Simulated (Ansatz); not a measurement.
Ligand exchange: GaH2(CH3) + SiH2(SH)2 → GaH(CH3)(SH) + SiH3(SH)

Species: GaH2(CH3), singlet; SiH2(SH)2, singlet; GaH(CH3)(SH), singlet; SiH3(SH), singlet. The partners trade H for SH: Ga–H and Si–SH bonds give way to Ga–SH and Si–H.

Shapes, held fixed at every level: PBE0-D4/def2-TZVP. Flexible molecules stand in one conformer, not always the lowest. Programs: Ansatz 0.2.0. Electronic energies: no zero-point or thermal term.

```json
{"level": "HF/def2-SVP", "kind": "Hartree–Fock", "ΔE (kJ/mol)": "-59.5", "less CCSD(T)/def2-TZVPP": "-6.2"}
{"level": "PBE-D4/def2-TZVPP", "kind": "GGA", "ΔE (kJ/mol)": "-47.7", "less CCSD(T)/def2-TZVPP": "+5.6"}
{"level": "B3LYP-D4/def2-TZVPP", "kind": "global hybrid", "ΔE (kJ/mol)": "-50.1", "less CCSD(T)/def2-TZVPP": "+3.2"}
{"level": "B2PLYP/def2-TZVPP", "kind": "double hybrid", "ΔE (kJ/mol)": "-52.7", "less CCSD(T)/def2-TZVPP": "+0.6"}
{"level": "MP2/def2-SVP", "kind": "perturbation theory", "ΔE (kJ/mol)": "-60.2", "less CCSD(T)/def2-TZVPP": "-6.9"}
{"level": "CCSD/def2-SVP", "kind": "coupled cluster or CI", "ΔE (kJ/mol)": "-61.0", "less CCSD(T)/def2-TZVPP": "-7.7"}
{"level": "CCSD(T)/def2-TZVPP", "kind": "coupled cluster or CI", "ΔE (kJ/mol)": "-53.3", "less CCSD(T)/def2-TZVPP": "0.0"}
```

The highest level, CCSD(T)/def2-TZVPP, gives ΔE = -53.3 kJ/mol; the levels span -61.0 to -47.7. The column of differences is taken from that level and isn't an error. No measured value is set beside it here. Relativity is left out for Ga unless named. Correlated rows may include outer-core shells of Ga, which these sets cover unevenly.

The exchange is clearly exothermic at every level, with -53.3 kJ/mol at the highest, so thiolate prefers gallium and hydride prefers silicon in these monomers. Both halves of the trade probably contribute. A weak Ga–H bond is replaced by a stronger Si–H bond, while sulfur moves to a three-coordinate gallium whose formally empty 4p orbital can accept lone-pair density. Tetrahedral silicon offers only Si–X σ* orbitals for such donation.

The three def2-SVP results, -59.5, -60.2 and -61.0 kJ/mol, lie close together although they range from Hartree–Fock to CCSD, and all are more exothermic than any def2-TZVPP result. This suggests that the basis set matters more here than the correlation treatment, much of the correlation energy cancelling because the number of each kind of ligand bond is conserved. The preference doesn't carry over directly to condensed phases, where gallium hydrides and thiolates commonly associate through bridging ligands that use the same vacant orbital.
